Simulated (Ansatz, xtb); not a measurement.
# C5H5NOSi: which of two isomers lies lower

Structure I: `C#Cc1coc([SiH3])n1`, a singlet. Structure II: `C#Cc1nc([SiH3])co1`, a singlet. Both are isolated molecules in the gas phase, relaxed with B3LYP/def2-SVP.

I (Å):

```xyz
13

C    -2.4553   -0.5511    4.3509
C    -1.9787   -0.5252    3.2357
C    -1.4310   -0.4920    1.9213
C    -2.0807   -0.2544    0.7353
C     0.0267   -0.5981    0.3504
N    -0.0852   -0.7079    1.6400
O    -1.1712   -0.3190   -0.2608
Si    1.5845   -0.7745   -0.7048
H    -2.8703   -0.5747    5.3410
H    -3.1121   -0.0406    0.4707
H     2.7130   -1.0743    0.2111
H     1.8264    0.4959   -1.4443
H     1.3932   -1.8779   -1.6871
```

II (Å):

```json
{"atom": "C", "x (Å)": "-1.4162", "y (Å)": "-0.5981", "z (Å)": "4.8906"}
{"atom": "C", "x (Å)": "-1.1693", "y (Å)": "-0.4760", "z (Å)": "3.7099"}
{"atom": "C", "x (Å)": "-0.8798", "y (Å)": "-0.3353", "z (Å)": "2.3263"}
{"atom": "C", "x (Å)": "-0.3794", "y (Å)": "-0.5894", "z (Å)": "0.2560"}
{"atom": "C", "x (Å)": "-0.6227", "y (Å)": "0.7412", "z (Å)": "0.4786"}
{"atom": "N", "x (Å)": "-0.5533", "y (Å)": "-1.2560", "z (Å)": "1.4662"}
{"atom": "O", "x (Å)": "-0.9402", "y (Å)": "0.9161", "z (Å)": "1.7830"}
{"atom": "Si", "x (Å)": "0.1042", "y (Å)": "-1.4834", "z (Å)": "-1.3226"}
{"atom": "H", "x (Å)": "-1.6341", "y (Å)": "-0.7119", "z (Å)": "5.9365"}
{"atom": "H", "x (Å)": "1.4220", "y (Å)": "-2.1571", "z (Å)": "-1.1554"}
{"atom": "H", "x (Å)": "0.1987", "y (Å)": "-0.4714", "z (Å)": "-2.4146"}
{"atom": "H", "x (Å)": "-0.9228", "y (Å)": "-2.5019", "z (Å)": "-1.6782"}
{"atom": "H", "x (Å)": "-0.6120", "y (Å)": "1.6299", "z (Å)": "-0.1469"}
```

Quicker runs give these differences E(II) − E(I): GFN2-xTB +5.05 kJ/mol; HF/STO-3G +9.79 kJ/mol (at GFN2-xTB geometries); r2SCAN-D4/def2-SVP −0.28 kJ/mol (at GFN2-xTB geometries).

Q: Which of the two would you expect CCSD(T)/def2-SVP + ΔMP2/def2-TZVPP electronic energies to favour?

A: Too close to call at this level: CCSD(T)/def2-SVP + ΔMP2/def2-TZVPP gives E(II) − E(I) = +1.76 kJ/mol.

How the difference moves with the method:

| level | geometry | E(II) − E(I) (kJ/mol) | departure from the last row (kJ/mol) | job, with rough time for the two |
| --- | --- | --- | --- | --- |
| GFN2-xTB | GFN2-xTB | +5.05 | +3.29 | optimisation, 0.64 s |
| HF/STO-3G | GFN2-xTB | +9.79 | +8.03 | single point, 2.2 s |
| r2SCAN-D4/def2-SVP | GFN2-xTB | −0.28 | −2.04 | single point, 14 s |
| B3LYP/def2-SVP | B3LYP/def2-SVP | +1.50 | −0.27 | optimisation, 7.3 min |
| HF/def2-SVP | B3LYP/def2-SVP | +2.83 | +1.07 | part of the CCSD(T) run |
| MP2/def2-SVP | B3LYP/def2-SVP | −0.01 | −1.78 | part of the CCSD(T) run |
| CCSD(T)/def2-SVP | B3LYP/def2-SVP | +1.71 | −0.05 | single point |
| CCSD(T)/def2-SVP + ΔMP2/def2-TZVPP | B3LYP/def2-SVP | +1.76 |  | single point, 4.6 min |

As drawn, both hold the same kinds of bond in the same numbers.

The largest departure from CCSD(T)/def2-SVP + ΔMP2/def2-TZVPP is that of HF/STO-3G, 8.03 kJ/mol. The last row adds to CCSD(T) the change of the MP2 difference between the two basis sets, here +0.05 kJ/mol.

With thermal terms from frequencies at re-optimised GFN2-xTB minima (ideal gas, soft modes damped towards free rotors, one conformer each, 298.15 K, 1 atm): on the last row, ΔE + ΔZPE = +2.03, ΔH = +1.77, ΔG = +2.25 kJ/mol.

The correlated steps freeze 12 core orbitals. Run with Ansatz 0.2.0, xtb 6.7.1; the last row on 2 threads of AMD EPYC (Zen 3) on a shared host.

The two isomers are nearly isoenergetic, with at most a slight lean towards I. Both are 2,4-disubstituted oxazoles that differ only in which substituent sits between the ring oxygen and nitrogen, so aromaticity and ring strain largely cancel. What remains is probably a balance of site effects: the electropositive silyl group favours the carbon flanked by two electronegative atoms, as in I, while the ethynyl group can conjugate with the ring from either position.

At the shared B3LYP geometries and in the same basis, MP2 removes the Hartree–Fock preference for I, and CCSD(T) restores much of it. This suggests that MP2 overestimates the differential correlation favouring II. The much larger gap from HF/STO-3G probably reflects the inability of a minimal basis to describe polarisation around silicon and the heteroatoms.

The thermal terms leave the near-degeneracy intact, but this does not predict a mixture in practice: exchanging the substituents requires breaking strong bonds, so the synthetic route would normally decide which isomer is obtained.
